**BrCl across six methods: bond length, wavenumber and binding**

The table holds r_e, ω_e and D_e of BrCl from spin-free X2C runs with Dyall triple-zeta sets (TPSS, PBE0, HF, MP2, CCSD, CCSD(T)), and the changes of r_e and ω_e with the two-component Hamiltonian. The program lists errors against the measured constants and splits each change of ω_e into sliding along an anharmonic well, (3a₁/2r_e)Δr, and direct softening, ΔV″/(2k), using Dunham constants and cubic fits to difference curves of the same runs. The two parts add up to the tabulated steps within 3 1/cm, which is book-keeping on the same curves and not an independent test. The output also shows that D_e does not follow r_e, that the atoms drop more than the molecule from MP2 to CCSD, and that sliding accounts for the two-component fall of ω_e within rounding. The paired Hamiltonians differ by mean-field Coulomb and Gaunt terms as well as spin-orbit coupling.

BrCl, computed with the in-house axial X2C program (version 1), spin-free; changes are two-component (atomic mean-field Coulomb and Gaunt terms) less spin-free. Basis sets are dyall-cv3z for Br and dyall-av3z for Cl; MP2 and coupled cluster correlate the 14 valence electrons. The measured constants (NIST WebBook) are r_e 2.136 Å and ω_e 444.28 cm⁻¹.

## Script

```python
# Table: BrCl r_e, omega_e, D_e (spin-free X2C) and changes with the two-component Hamiltonian,
# in-house axial X2C program, Dyall triple-zeta, TPSS/PBE0/HF/MP2/CCSD/CCSD(T).
# Tested: orders, errors, and the split d(omega)/omega = (3 a1 / 2 r) dr + dV''/(2k).
T = {
    'method': ['TPSS', 'PBE0', 'HF', 'CCSD', 'CCSD(T)', 'MP2'],
    'exx': [0, 25, 100, None, None, None],  # %
    're': [2.165, 2.136, 2.127, 2.154, 2.162, 2.14],  # Å
    'dre': [0.003, 0.002, 0.002, 0.002, 0.002, 0.002],  # Å
    'we': [427, 458, 485, 445, 433, 458],  # 1/cm
    'dwe': [-3, -3, -2, -2, -3, -2],  # 1/cm
    'de': [2.5, 2.4, 0.72, 2.07, 2.21, 2.37],  # eV
}
import numpy as np
from scipy import constants as C
from scipy.stats import spearmanr
H = C.physical_constants['Hartree energy in eV'][0]
M = T['method']
re, dre, we, dwe, de = [dict(zip(M, T[k])) for k in ('re', 'dre', 'we', 'dwe', 'de')]
rx, wx = 2.136, 444.28  # measured, NIST WebBook (caption)
# further outputs of the same runs: spin-free curves (hartree, constant integer part dropped)
R = np.array([1.9529, 2.0172, 2.0816, 2.146, 2.2211, 2.2962, 2.3928])
E = {'TPSS': [.89978, .91037, .91623, .91847, .91771, .91434, .90745],
     'PBE0': [.51757, .52711, .53184, .53292, .53077, .526, .51731],
     'HF': [.41704, .4268, .43146, .4322, .42937, .42365, .41345],
     'MP2': [.77856, .78844, .79342, .79469, .79269, .78803, .77948],
     'CCSD': [.808, .8185, .82409, .82595, .82463, .82065, .81297],
     'CCSD(T)': [.8227, .83342, .83927, .84142, .84051, .837, .83003]}
E = {m: -np.array(v) * H for m, v in E.items()}
fits = {'CCSD(T)': (432.732931, .14889, .00074695), 'PBE0': (455.065912, .15211, .00068514),
        'MP2': (455.75849, .15163, .00068642)}  # omega_e, B_e, alpha_e; first spin-free, others two-component
De2 = {'TPSS': 2.466238, 'PBE0': 2.299374, 'HF': 0.67106, 'CCSD': 1.910696, 'CCSD(T)': 2.041846, 'MP2': 2.199048}
mu = 78.91834 * 34.96885 / (78.91834 + 34.96885) * C.atomic_mass
kf = lambda w: mu * (2 * np.pi * C.c * 100 * w) ** 2 / C.e * 1e-20  # eV/A^2
print("rounding: r_e 0.0005 A, omega_e 0.5 1/cm, D_e 0.005 eV, curve energies 0.000005 hartree")
print("error against measured r_e (A), omega_e (1/cm): spin-free | two-component; k (eV/A^2); D_e/D_e CCSD(T)")
for m in sorted(M, key=re.get):
    print(f"  {m:8s} {re[m]-rx:+.3f} {we[m]-wx:+5.0f} ({100*(we[m]/wx-1):+.1f}%) | {re[m]+dre[m]-rx:+.3f} {we[m]+dwe[m]-wx:+5.0f}; {kf(we[m]):.1f}; {de[m]/de['CCSD(T)']:.2f}")
noHF = [m for m in M if m != 'HF']
print(f"rank correlation r_e-omega_e {spearmanr(T['re'], T['we'])[0]:+.2f}; r_e-D_e {spearmanr(T['re'], T['de'])[0]:+.2f}, "
      f"without HF {spearmanr([re[m] for m in noHF], [de[m] for m in noHF])[0]:+.2f}")
print(f"spread over methods: r_e {np.ptp(T['re']):.3f} A, omega_e {np.ptp(T['we']):.0f} 1/cm, D_e {np.ptp(T['de']):.2f} eV")
a = {m: -1 - al * w / (6 * B * B) for m, (w, B, al) in fits.items()}
a1 = np.mean(list(a.values()))
print("cubic constant a1: " + ", ".join(f"{m} {v:.2f}" for m, v in a.items()) + f"; mean used {a1:.2f}")
print("step: dr (A), dD_e (eV), slope (eV/A), curvature (eV/A^2) of difference curve; d omega sliding + direct = sum, table, residual")
sl = {}
for p, q in [('HF', 'MP2'), ('HF', 'CCSD'), ('CCSD', 'CCSD(T)'), ('HF', 'CCSD(T)'), ('HF', 'PBE0'), ('PBE0', 'TPSS'), ('PBE0', 'MP2')]:
    r, w = (re[p] + re[q]) / 2, (we[p] + we[q]) / 2
    c = np.polyfit(R - r, E[q] - E[p], 3)
    sl[p, q] = c[2]
    s, d = 1.5 * a1 * (re[q] - re[p]) / r * w, 2 * c[1] / (2 * kf(w)) * w
    print(f"  {p}->{q}: {re[q]-re[p]:+.3f}, {de[q]-de[p]:+.2f}, {c[2]:+.2f}, {2*c[1]:+.2f}; {s:+.0f} {d:+.0f} = {s+d:+.0f}, {we[q]-we[p]:+.0f}, {s+d-we[q]+we[p]:+.0f}")
print(f"MP2 share of HF->CCSD(T): r_e {100*(re['MP2']-re['HF'])/(re['CCSD(T)']-re['HF']):.0f}%, D_e {100*(de['MP2']-de['HF'])/(de['CCSD(T)']-de['HF']):.0f}%")
print(f"MP2->CCSD lowering: atoms {(3065.7499-3065.70775)*H:.2f} eV, molecule at 2.146 A {E['MP2'][3]-E['CCSD'][3]:.2f} eV")
print(f"CCSD->CCSD(T) lowering: atoms {(3065.76038-3065.7499)*H:.2f} eV, molecule {E['CCSD'][3]-E['CCSD(T)'][3]:.2f} eV")
print(f"spin-free gap 1.953 -> 2.393 A (eV): HF {(.40288+.057347)*H:.1f} -> {(.4403-.048273)*H:.1f}, "
      f"PBE0 {(.29174-.071577)*H:.1f} -> {(.32275-.18339)*H:.1f}; largest doubles amplitude x{.16561/.081192:.2f}")
m = 'CCSD(T)'
r2, w2 = re[m] + dre[m], we[m] + dwe[m]
print(f"two-component CCSD(T) slid to measured r_e: omega_e {w2*(1+1.5*a1*(rx-r2)/r2):.0f}, measured {wx:.0f} 1/cm")
print("two-component change: dr (A), sliding d omega (+-0.5 from rounding), table d omega, change of D_e (eV)")
for m in M:
    print(f"  {m:8s} {dre[m]:+.3f} {1.5*a1*dre[m]/re[m]*we[m]:+.1f} {dwe[m]:+.0f} ({100*dwe[m]/we[m]:+.1f}%) {De2[m]-de[m]:+.2f}")
# PBE0 two-component less spin-free energy at 1.867, 2.146, 2.3928, 2.6825 A; orbital energies at 2.146 A
x = np.array([1.867, 2.146, 2.3928, 2.6825])
D = np.array([.49467-.51636, .53292-.55504, .51731-.53991, .48442-.50787]) + 1
print(f"PBE0 energy offset at 2.146 A {D[1]:.3f} hartree; slopes inner to outer (eV/A) " + ", ".join(f"{v:+.3f}" for v in np.diff(D) / np.diff(x) * H))
print(f"PBE0 pi splitting: upper {(.31211-.30285)*H:.2f} eV, lower {(.4043-.39838)*H:.2f} eV; HOMO rise {(.30771-.30285)*H:.2f} eV")
assert re['HF'] < re['MP2'] < re['CCSD'] < re['CCSD(T)'] and we['HF'] > we['MP2'] > we['CCSD'] > we['CCSD(T)']
assert all(dre[m] > 0 > dwe[m] for m in M)
assert de['MP2'] > de['CCSD(T)'] > de['CCSD'] > de['HF']
assert sl['HF', 'CCSD'] < sl['HF', 'MP2'] < 0
```

Output:

```
rounding: r_e 0.0005 A, omega_e 0.5 1/cm, D_e 0.005 eV, curve energies 0.000005 hartree
error against measured r_e (A), omega_e (1/cm): spin-free | two-component; k (eV/A^2); D_e/D_e CCSD(T)
  HF       -0.009   +41 (+9.2%) | -0.007   +39; 21.0; 0.33
  PBE0     +0.000   +14 (+3.1%) | +0.002   +11; 18.7; 1.09
  MP2      +0.004   +14 (+3.1%) | +0.006   +12; 18.7; 1.07
  CCSD     +0.018    +1 (+0.2%) | +0.020    -1; 17.6; 0.94
  CCSD(T)  +0.026   -11 (-2.5%) | +0.028   -14; 16.7; 1.00
  TPSS     +0.029   -17 (-3.9%) | +0.032   -20; 16.2; 1.13
rank correlation r_e-omega_e -0.99; r_e-D_e +0.49, without HF +0.10
spread over methods: r_e 0.038 A, omega_e 58 1/cm, D_e 1.78 eV
cubic constant a1: CCSD(T) -3.43, PBE0 -3.25, MP2 -3.27; mean used -3.31
step: dr (A), dD_e (eV), slope (eV/A), curvature (eV/A^2) of difference curve; d omega sliding + direct = sum, table, residual
  HF->MP2: +0.013, +1.65, -0.24, -1.20; -14 -14 = -29, -27, -2
  HF->CCSD: +0.027, +1.35, -0.50, -1.13; -29 -14 = -43, -40, -3
  CCSD->CCSD(T): +0.008, +0.14, -0.14, -0.30; -8 -4 = -12, -12, +0
  HF->CCSD(T): +0.035, +1.49, -0.64, -1.42; -37 -17 = -55, -52, -3
  HF->PBE0: +0.009, +1.68, -0.17, -1.56; -10 -19 = -29, -27, -2
  PBE0->TPSS: +0.029, +0.10, -0.50, -0.18; -30 -2 = -32, -31, -1
  PBE0->MP2: +0.004, -0.03, -0.07, +0.35; -4 +4 = -0, +0, -0
MP2 share of HF->CCSD(T): r_e 37%, D_e 111%
MP2->CCSD lowering: atoms 1.15 eV, molecule at 2.146 A 0.85 eV
CCSD->CCSD(T) lowering: atoms 0.29 eV, molecule 0.42 eV
spin-free gap 1.953 -> 2.393 A (eV): HF 12.5 -> 10.7, PBE0 6.0 -> 3.8; largest doubles amplitude x2.04
two-component CCSD(T) slid to measured r_e: omega_e 458, measured 444 1/cm
two-component change: dr (A), sliding d omega (+-0.5 from rounding), table d omega, change of D_e (eV)
  TPSS     +0.003 -2.9 -3 (-0.7%) -0.03
  PBE0     +0.002 -2.1 -3 (-0.7%) -0.10
  HF       +0.002 -2.3 -2 (-0.4%) -0.05
  CCSD     +0.002 -2.1 -2 (-0.4%) -0.16
  CCSD(T)  +0.002 -2.0 -3 (-0.7%) -0.17
  MP2      +0.002 -2.1 -2 (-0.4%) -0.17
PBE0 energy offset at 2.146 A 0.978 hartree; slopes inner to outer (eV/A) -0.042, -0.053, -0.080
PBE0 pi splitting: upper 0.25 eV, lower 0.16 eV; HOMO rise 0.13 eV
```
